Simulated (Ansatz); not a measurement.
From C to Sn: the HOMO–LUMO gap

One atom is swapped for its congeners: C2H5F `CCF`; SiH2(CH3)F; GeH2(CH3)F; SnH2(CH3)F. All are singlets with charge 0.

Shapes, held fixed at every level: PBE0-D4/def2-TZVP. Programs: Ansatz 0.2.0. Values in eV.

```json
{"level": "SPW92/def2-TZVPP", "C2H5F": "8.25", "SiH2(CH3)F": "7.24", "GeH2(CH3)F": "6.99", "SnH2(CH3)F": "6.08"}
{"level": "PBE-D4/def2-TZVPP", "C2H5F": "8.28", "SiH2(CH3)F": "7.43", "GeH2(CH3)F": "7.15", "SnH2(CH3)F": "6.19"}
{"level": "r2SCAN-D4/def2-TZVPP", "C2H5F": "9.56", "SiH2(CH3)F": "8.26", "GeH2(CH3)F": "7.88", "SnH2(CH3)F": "6.89"}
{"level": "BHLYP-D4/def2-TZVPP", "C2H5F": "12.98", "SiH2(CH3)F": "11.89", "GeH2(CH3)F": "11.62", "SnH2(CH3)F": "10.16"}
{"level": "r2SCAN0-D4/def2-TZVPP", "C2H5F": "11.67", "SiH2(CH3)F": "10.26", "GeH2(CH3)F": "9.93", "SnH2(CH3)F": "8.76"}
{"level": "wB97X-V/def2-TZVPP", "C2H5F": "15.18", "SiH2(CH3)F": "14.20", "GeH2(CH3)F": "13.95", "SnH2(CH3)F": "12.47"}
```

At wB97X-V/def2-TZVPP the HOMO–LUMO gap falls at every step, from 15.18 to 12.47 eV. Every level shows the same order. For atoms past krypton def2 sets carry core potentials with scalar relativity. Relativity is left out for Ge unless named. Orbital gaps aren't excitation energies, and the LUMO depends on the basis.

The narrowing down group 14 is uneven: at every level the step from silicon to germanium is the smallest. This fits the filled 3d shell of germanium, which screens the nuclear charge poorly and keeps the atom close to silicon in size and electronegativity. Tin lacks such a close match to its lighter neighbour, and the gap drops clearly again. The general decrease probably reflects longer, weaker bonds from the central atom to carbon and hydrogen, whose poorer overlap raises the occupied σ levels and lowers the σ* levels.

Whether the carbon–silicon or the germanium–tin step is the largest depends on the functional, so that ranking isn't settled. For the tin compound alone the gap runs from 6.08 to 12.47 eV, a wider spread than the whole group trend at any one level, probably because the functionals differ in their share of exact exchange. The order is therefore well supported, the absolute gap is not. Without the separate orbital energies, the narrowing can't be divided between a rising HOMO and a falling LUMO.
